### Question

I have a scan of wurtzite MgS in which the Mg atoms are shifted together along the c axis while the sulfur atoms and the cell stay put. In the positive direction each Mg runs straight at the S atom above it; in the negative direction it sinks towards the three S atoms below.

Wurtzite MgS (4-atom cell, a = 4.035, c = 6.432 Å, not relaxed at this level), with both Mg atoms moved along +c and all else fixed. Ansatz 0.2.0, scalar-relativistic plane-wave PAW, PBEsol, no spin polarisation, cutoff 420 eV, k mesh 6×6×4, Gaussian smearing 0.05 eV. Free energies are relative to zero displacement; pressure is positive in compression.

```
displacement (Å)  energy change (eV a cell)  force along direction (eV/Å summed over the moved atoms)  pressure (GPa)
            -0.2                      0.156                                                     1.240            0.24
           -0.15                      0.098                                                     1.078            0.01
            -0.1                      0.050                                                     0.840           -0.17
           -0.05                      0.015                                                     0.513           -0.28
               0                      0.000                                                     0.089           -0.31
            0.05                      0.009                                                    -0.447           -0.23
             0.1                      0.047                                                    -1.111           -0.02
            0.15                      0.122                                                    -1.920            0.35
           0.175                      0.176                                                    -2.385            0.60
             0.2                      0.242                                                    -2.897            0.90
```

A shift of +0.2 Å costs clearly more energy than one of −0.2 Å. The starting crystal was not relaxed, and there is still a force on Mg at zero displacement. Is the lopsided curve simply an ordinary harmonic well whose bottom lies a little to one side of my zero, or is something else going on?

### Answer

Two sizes are worth keeping in mind. Moving Mg by 0.2 Å costs roughly 0.1 eV per Mg atom, and over the scan the stiffness of the well, counted for the two Mg atoms of the cell together, grows from about 3 to about 20 eV/Å². A harmonic well has one stiffness wherever its bottom lies, so an offset alone can't be the whole story. It does play a part, though, and the table lets you see how large a part.

**The offset.** At zero displacement the force on the two Mg atoms of the cell, $F_0$, is +0.089 eV/Å. The positive sign means that Mg wants to move towards +c, so an offset makes the positive side the cheaper one. For a harmonic well the energy at $+x$ less that at $-x$ is $-2F_0x$, which is −0.036 eV at 0.2 Å. The table has +0.086 eV there.

At small steps the offset does win: +0.05 Å is cheaper than −0.05 Å, and at 0.1 Å the positive side is still slightly ahead. The order turns over between 0.1 and 0.15 Å. A second cause must therefore work in the opposite direction and grow faster with distance.

**Bonds as perfect springs.** Since all Mg atoms move together, the Mg–Mg and S–S distances stay fixed and only Mg–S distances change. Each Mg has one axial bond along c and three basal bonds that slant downwards. The basal bonds turn as Mg moves, and turning alone makes the force somewhat non-linear. Yet identical springs in this geometry still put the positive side lower, by about 0.04 eV at 0.2 Å.

**Bonds that resist shortening more than stretching.** Let the energy of a bond of length $r$ follow a Morse curve,

$$V(r)=\frac{k}{2\alpha^2}\left[1-e^{-\alpha(r-r_0)}\right]^2 ,$$

where $k$ is the stiffness at the rest length $r_0$ and $\alpha$ says how quickly the bond hardens when shortened. I took $r_0$ as the mean Mg–S length at the start and fitted $k$ and $\alpha$ to the forces of all ten rows. This gives $k\approx3.8$ eV/Å² and $\alpha\approx2.0$ Å⁻¹. The typical miss is 0.04 eV/Å, about a tenth of that of the springs; the output below has the details.

The geometry explains why this matters so much here. When Mg moves up by $x$, the axial bond shortens by the full $x$, while each basal bond lengthens by only about $x/3$. When Mg moves down, the roles are exchanged: one bond is stretched a lot and three are squeezed a little.

To a spring the two cases are nearly alike, because its energy depends on the square of the length change. The first term that tells squeezing from stretching is the cube, $-\tfrac12\alpha k\,(r-r_0)^3$. Three basal bonds with a third of the change each give only $3\times(1/3)^3=1/9$ of the axial bond's cubic term. They offset a ninth of it, and eight ninths survive.

**An estimate by hand.** For one Mg the surviving cubic energy is $\tfrac12\alpha k\times\tfrac89x^3$ on the positive side and the opposite on the negative side. The difference between the sides is twice that, and the cell has two Mg atoms. Adding the offset gives

$$E(+x)-E(-x)\approx-2F_0x+\tfrac{16}{9}\,\alpha k\,x^3 .$$

At $x=0.2$ Å the cubic term is $\tfrac{16}{9}\times2.0\times3.8\times0.008\approx0.11$ eV. With the −0.036 eV of the offset this leaves about 0.07 eV, against 0.086 eV in the table. The turning of the basal bonds, which this formula leaves out, adds roughly 0.02 eV. The two terms balance near 0.11 Å, which is where the table changes its order. The forces of these same rows went into the fit, so the agreement shows that the picture is consistent; it is not an independent test.

**A test on the pressure.** The pressure was kept out of the fit, and the two kinds of bond disagree about it. A shortened bond pushes the crystal apart and a stretched one pulls it together. With springs the pull wins at both ends of the scan, so the pressure should fall below its value at the start. With Morse bonds the push of the shortened bonds wins, and the pressure should rise.

The calculation has it rising at both ends, by 0.55 GPa at −0.2 Å and by 1.21 GPa at +0.2 Å. The Morse bonds give 0.88 and 1.51 GPa, so they have the direction and the order of the two ends right but overshoot by about 60 % and 25 %. Such misses are no surprise, because the pressure is a small remainder of large opposing stresses. At +0.2 Å the same calculation has the cell compressed by 7.6 GPa along c and under a tension of 2.4 GPa across it.

That also carries a practical warning: the nearly zero pressures at −0.15 and +0.1 Å don't belong to relaxed crystals. To judge whether such a cell is at rest, look at the forces and at each stress component.

**What lies behind the hardening.** Standard theory of ionic crystals puts it down to the closed electron shells of the Mg and S ions, whose repulsion rises steeply once they overlap. The scan itself doesn't separate this repulsion from the long-range attraction between the ions. Both are folded into the fitted bond, so $k$ and $\alpha$ describe Mg–S contacts inside this crystal and not an isolated pair.

So your offset is real, and it decides the order of the two sides for small steps; beyond about 0.1 Å the head-on squeeze of the axial bond takes over. For another crystal with a single kind of bond, add up the cubes of the bond-length changes: the steep direction is the one in which a few bonds take most of the shortening. If every neighbour has an equal one on the opposite side, as in rock salt, the cubes cancel and the well is symmetric.

The analysis program printed:

```
fit of force_along_direction on 10 rows: coefficient of displacement -10.42 +/- 0.88, constant -0.3177 +/- 0.12; rms 0.332, worst -0.2 0.526, leave-one-out rms 0.442
fit of force_along_direction on 10 rows: coefficient of 2*(da - 3*db*h/rb) 4.169 +/- 0.47; rms 0.484, worst -0.2 0.888, leave-one-out rms 0.595
fit of force_along_direction on 10 rows: coefficient of 2*(exp(-s*da) - exp(-2*s*da) - 3*(h/rb)*(exp(-s*db) - exp(-2*s*db)))/s 3.84 +/- 0.038, s 1.988; rms 0.0422, worst 0.05 0.0702, leave-one-out rms 0.0511
mean Mg-S length at the start, used as rest length (Å): 2.452
displacement at which the force vanishes (Å): 0.008302
energy at +0.2 less energy at -0.2 Å, computed (eV a cell): 0.086
the same from a harmonic well that is merely offset (eV a cell): -0.0356
the same from spring bonds (eV a cell): -0.04252
the same from Morse bonds (eV a cell): 0.07097
energy at +0.05 less energy at -0.05 Å, computed (eV a cell): -0.006
the same from the offset harmonic well (eV a cell): -0.0089
Bond lengths (Å), stiffness over the step that ends at the row (eV/Å²), forces (eV/Å), pressure changes from the start (GPa):
    row  axial  basal  stiffness   F line  F springs  F Morse  dP computed  dP springs  dP Morse
   -0.2  2.667  2.393        n/a    1.766      2.128    1.245         0.55     -0.7468    0.8834
  -0.15  2.617  2.405       3.24    1.245      1.666    1.086         0.32      -0.465    0.5428
   -0.1  2.567  2.418       4.76   0.7243      1.185   0.8586         0.14     -0.2463    0.2658
  -0.05  2.517  2.432       6.54   0.2033     0.6841   0.5506         0.03    -0.09107   0.07599
    0.0  2.467  2.447       8.48  -0.3177     0.1629   0.1456            0           0         0
   0.05  2.417  2.463      10.72  -0.8386    -0.3796  -0.3768         0.08     0.02632   0.06813
    0.1  2.367  2.479      13.28    -1.36    -0.9441   -1.042         0.29    -0.01275     0.315
   0.15  2.317  2.497      16.18   -1.881     -1.531   -1.882         0.66     -0.1179    0.7805
  0.175  2.292  2.506       18.6   -2.141     -1.833    -2.38         0.91     -0.1954     1.109
    0.2  2.267  2.515      20.48   -2.402     -2.141   -2.938         1.21     -0.2897      1.51
```
